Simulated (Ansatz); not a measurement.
## Ligand exchange: BH(CH3)F + GaH2(OH) → BH(CH3)(OH) + GaH2F

Gas-phase species: BH(CH3)F, singlet; GaH2(OH), singlet; BH(CH3)(OH), singlet; GaH2F `[F][GaH2]`, singlet. The partners trade F for OH: B–F and Ga–OH bonds give way to B–OH and Ga–F.

Shapes, held fixed at every level: PBE0-D4/def2-TZVP. Flexible molecules stand in one conformer, not always the lowest. Programs: Ansatz 0.2.0. The zero-point and thermal change to 298 K, harmonic and unscaled (PBE0-D4/def2-TZVP), is +2.4 kJ/mol.

| level | kind | ΔH(298 K) (kJ/mol) | less CCSD(T)/def2-TZVPP |
| --- | --- | --- | --- |
| HF/def2-TZVPP | Hartree–Fock | -23.5 | -3.0 |
| r2SCAN-D4/def2-TZVPP | meta-GGA | -22.9 | -2.4 |
| r2SCAN0-D4/def2-TZVPP | global hybrid | -23.3 | -2.8 |
| wB97X-V/def2-TZVPP | range-separated hybrid | -24.0 | -3.5 |
| CCSD(T)/def2-SVP | coupled cluster or CI | -31.0 | -10.5 |
| CCSD/def2-TZVPP | coupled cluster or CI | -20.9 | -0.4 |
| CCSD(T)/def2-TZVPP | coupled cluster or CI | -20.5 | 0.0 |

The highest level, CCSD(T)/def2-TZVPP, gives ΔH(298 K) = -20.5 kJ/mol; the levels span -31.0 to -20.5. The column of differences is taken from that level and isn't an error. No measured value is set beside it here. Relativity is left out for Ga. Outer-core shells of Ga are correlated, in sets that cover them unevenly.

The exchange is exothermic at every level, so in these isolated molecules the pairing of OH with boron and F with gallium is preferred over the reverse. The likely reason is π donation: oxygen, less electronegative than fluorine, gives its lone pair more readily to the empty 2p orbital of boron, while the more diffuse 4p orbital of gallium overlaps poorly and gains less from the same donor. Gallium therefore loses little by taking fluoride, to which it binds through a strongly polar σ bond.

Hartree–Fock already gives -23.5 kJ/mol, so the preference doesn't depend on electron correlation, whose effects largely cancel between the two sides. Triple excitations barely matter either. The basis set matters far more: CCSD(T) moves from -31.0 to -20.5 kJ/mol between the two sets, probably because the smaller one describes the polar bonds to F and O unevenly. The sign is thus better supported than the exact magnitude. The preference needn't carry over to condensed phases, where fluoride and hydroxide can bridge gallium centres.
